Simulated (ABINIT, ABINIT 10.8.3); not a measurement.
# Lattice constant of fcc iridium: PBEsol with and without spin-orbit coupling, and LDA for comparison

## Starting point

The reference is the cubic lattice parameter of iridium at ambient pressure, a = 3.837 ± 0.001 Å, obtained by Rietveld refinement of synchrotron powder diffraction data on the metal powder ("Phase stability and electronic structure of iridium metal at the megabar range", 2019, PubMed Central 6586894). The temperature is not given with the value; I take it to be room temperature, so that it contains some thermal expansion. A second value, 3.838 Å, is quoted as experimental in "Strong-coupling superconductivity of SrIr2 and SrRh2: Phonon engineering of metallic Ir and Rh" (2021, arXiv:2108.03692), with no method stated. It is a secondary quotation and I use it only as a sign of the scatter. My starting cell, a diffraction structure with a = 3.839 Å, lies slightly above both.

| compared with | measured | source's wording or label | method |
| --- | --- | --- | --- |
| a (Å) | 3.837 ± 0.001 | 3.837 ± 0.001 A | synchrotron powder XRD, Rietveld refinement * |
| a (Å) | 3.838 | experimental lattice constant, quoted | method not stated |

Where a quantity has several values, deviations refer to the one marked *.

Conditions are those given with the value in the passage it was taken from; "not stated" means there, and the paper may say more elsewhere.

## Choices

I want the static lattice constant of nonmagnetic fcc Ir from a full relaxation of the one-atom primitive cell. Success means a within 1 % of the reference, or about 0.04 Å. That is tight enough to catch a functional that misjudges the bonding of a 5d metal, and wide compared with thermal and zero-point expansion, which I put at roughly 0.2 % for so stiff and heavy a metal. The static value should lie below the measured one by about that much.

I go straight to PBEsol, which is made for equilibrium volumes of dense solids. PBE costs about as much and typically comes out around one per cent too large for 5d metals, which would use up the whole allowance. Iridium is heavy enough that spin-orbit coupling has to be tested rather than argued away. After that I want LDA as the neighbouring level, with the cutoff and the k mesh tightened there.

System: Ir (iridium), fcc; Fm-3m (No. 225), 1 atom in the primitive cell; the database structure is a diffraction structure: a = 3.839 Å; structure from the Crystallography Open Database.

## 1. PBEsol with and without spin-orbit coupling

The scalar-relativistic PBEsol relaxation is the main result, and the same functional with spin-orbit coupling is its most relevant physical check. I expect both close to the measured value and only a small shift between them, since the coupling mostly rearranges levels within a broad, largely filled d band. Both use PAW datasets generated with PBE, a slight inconsistency in the core that I accept for a lattice constant.

**Run 1.** ABINIT 10.8.3: PBEsol, JTH PAW datasets, cell and atoms relaxed from the database structure, cutoff 20 Ha, 12x12x12 k mesh, Gaussian smearing 0.1 eV; PBE datasets.

Key lines of the input:
```
# potential files: JTH PAW datasets, made for PBE
ecut 20
pawecutdg 40
ecutsm 0.5
dilatmx 1.06
optcell 2
ionmov 2
ntime 50
tolmxf 5.0d-5
ixc -116133
ngkpt 12 12 12
shiftk 0.0 0.0 0.0
occopt 7
tsmear 0.1 eV
nband 14
nstep 80
tolvrs 1.0d-10
pseudos "Ir.xml"
ntypat 1
znucl 77
natom 1
typat 1
# ... acell, rprim, xred
```

Command:
```
OMP_NUM_THREADS=1 mpirun -n 4 abinit run.abi > run.log
```

Selected lines of the output:
```
            acell      5.1203245418E+00  5.1203245418E+00  5.1203245418E+00 Bohr
```

Converged; 12 s on 4 cores of Arm Neoverse V2, shared host.

**Run 2.** ABINIT 10.8.3: PBEsol with spin-orbit coupling, JTH PAW datasets, cell and atoms relaxed from the database structure, cutoff 20 Ha, 12x12x12 k mesh, Gaussian smearing 0.1 eV; kptopt 4; PBE datasets.

Key lines of the input, as changed from run 1:
```diff
- nband 14
+ nband 28
+ nspinor 2
+ pawspnorb 1
+ kptopt 4
```

Selected lines of the output:
```
            acell      5.1296140589E+00  5.1296140589E+00  5.1296140589E+00 Bohr
```

Converged; 66 s on 4 cores of Arm Neoverse V1, shared host.

| quantity | run 1 | run 2 | measured |
| --- | --- | --- | --- |
| a (Å) | 3.832 | 3.839 | 3.837 ± 0.001 |
| conventional cell volume (Å³) | 56.27 | 56.57 |  |
| final pressure (GPa) | 0.000182 | −0.000129 |  |

Both relaxations fall well inside 1 %: PBEsol gives 3.832 Å without spin-orbit coupling and 3.839 Å with it, against 3.837 Å measured. The 0.007 Å between them is small beside the target but larger than either run's distance from experiment, so the coupling cannot be neglected if the third decimal matters. The PAW dataset is the same in both runs. The spinor run has twice the bands because each holds one electron instead of two, and it leaves time reversal out of the reduction of the k mesh, which should change nothing in a nonmagnetic crystal with inversion symmetry. I therefore put the expansion down to the coupling. The smaller raw deviation with coupling does not yet make that the better description, because these are static cells.

## 2. LDA for scale, with tighter settings

I now set LDA beside PBEsol, without spin-orbit coupling, at the same cutoff and mesh. I expect a somewhat shorter lattice constant, since LDA usually overbinds. Two further LDA runs raise the cutoff and the k mesh one at a time. They test the numerics for LDA and its own dataset; for PBEsol they can only indicate what to expect from similar settings.

**Run 3.** ABINIT 10.8.3: LDA, JTH PAW datasets, cell and atoms relaxed from the database structure, cutoff 20 Ha, 12x12x12 k mesh, Gaussian smearing 0.1 eV.

Key lines of the input, as changed from run 1:
```diff
- # potential files: JTH PAW datasets, made for PBE
+ # potential files: JTH PAW datasets, made for LDA
- ixc -116133
```

Selected lines of the output:
```
            acell      5.0885435737E+00  5.0885435737E+00  5.0885435737E+00 Bohr
```

Converged; 15 s on 4 cores of Arm Neoverse V2, shared host.

**Run 4.** ABINIT 10.8.3: LDA, JTH PAW datasets, cell and atoms relaxed from the database structure, cutoff 26 Ha, 12x12x12 k mesh, Gaussian smearing 0.1 eV.

Key lines of the input, as changed from run 3:
```diff
- ecut 20
- pawecutdg 40
+ ecut 26
+ pawecutdg 52
```

Selected lines of the output:
```
            acell      5.0876871214E+00  5.0876871214E+00  5.0876871214E+00 Bohr
```

Converged; 30 s on 4 cores of Arm Neoverse V1, shared host.

**Run 5.** ABINIT 10.8.3: LDA, JTH PAW datasets, cell and atoms relaxed from the database structure, cutoff 20 Ha, 16x16x16 k mesh, Gaussian smearing 0.1 eV.

Key lines of the input, as changed from run 3:
```diff
- ngkpt 12 12 12
+ ngkpt 16 16 16
```

Selected lines of the output:
```
            acell      5.0915915411E+00  5.0915915411E+00  5.0915915411E+00 Bohr
```

Converged; 37 s of wall time.

| quantity | run 3 | run 4 | run 5 | measured |
| --- | --- | --- | --- | --- |
| a (Å) | 3.808 | 3.807 | 3.810 | 3.837 ± 0.001 |
| conventional cell volume (Å³) | 55.22 | 55.20 | 55.32 |  |
| final pressure (GPa) | −0.000117 | −0.000491 | −0.000177 |  |

LDA gives 3.808 Å, which is roughly 0.03 Å, or 0.8 %, below the measured value. That is still inside the target, but it uses most of the allowance. It is also 0.024 Å shorter than PBEsol without spin-orbit coupling at the same cutoff and mesh, in the direction I expected. The dataset changes along with the functional, so the difference belongs to the pair.

Raising the cutoff shortens the LDA lattice constant by about 0.001 Å, and the denser mesh lengthens it by about 0.002 Å. Neither matters against a margin of 0.04 Å, and neither closes the gap to PBEsol. The mesh is the more sensitive of the two, and its effect is not negligible beside the 0.007 Å between the PBEsol runs with and without coupling. I did not repeat either PBEsol run on the denser mesh, so I would not lean on the third decimal there.

## Table of results

| run | settings | a (Å) | deviation | cost |
| --- | --- | --- | --- | --- |
| 1 | PBEsol, cutoff 20 Ha, 12x12x12 k mesh, PBE datasets | 3.832 | −0.005 (−0.1 %) | under 1 core-min |
| 2 | PBEsol+SOC, kptopt 4, PBE datasets | 3.839 | +0.002 (+0.0 %) | 4.4 core-min |
| 3 | LDA, cutoff 20 Ha, 12x12x12 k mesh | 3.808 | −0.029 (−0.8 %) | 61 core-s |
| 4 | LDA, cutoff 26 Ha | 3.807 | −0.030 (−0.8 %) | 2 core-min |
| 5 | LDA, 16x16x16 mesh | 3.810 | −0.027 (−0.7 %) | 2.5 core-min |
|  | measured | 3.837 ± 0.001 |  |  |

## Judgement

PBEsol without spin-orbit coupling, the level I committed to, meets the 1 % target comfortably: 3.832 Å against 3.837 Å measured, for under one core-minute. With spin-orbit coupling it gives 3.839 Å for 4.4 core-minutes, also well inside. LDA passes too, but about 0.8 % short, so the target alone does not single out PBEsol.

The raw deviations flatter the run with coupling. The calculated cells are static, while the measured one contains zero-point motion and, if it was taken at room temperature, thermal expansion. Taking off my rough 0.2 % leaves PBEsol without coupling about 0.1 % too long and with coupling about 0.3 % too long. The near-coincidence at 3.839 Å is therefore partly a cancellation between a slightly long static cell and the missing expansion. The same correction reduces the LDA shortfall to roughly 0.6 %, in keeping with that functional's usual overbinding.

The spin-orbit run was the most useful check. The cutoff and mesh tests support the settings for LDA only; the denser mesh would have been better spent on PBEsol.

What remains open is the small residue in PBEsol. The functional itself, the mesh and the use of datasets made for PBE could all contribute, and so could an error in my 0.2 % for the expansion, which is as large as the residue itself. These runs do not separate them. I can vouch for the agreement at the 1 % level, but not for a ranking of the two PBEsol treatments.

[Logs are printed without paths, hosts, clocks, repeated set-up lines and the standing remarks that a program may print on its own settings, such as how far it seeks lower states.]

[The runs shown are a pick from a larger set of finished runs; failed, doubtful and other runs were left out of it ahead of writing. So were measured values far from every level or from commonly accepted values, and agreement can look better than it is. Lines of input and output are excerpts and may be shortened.]
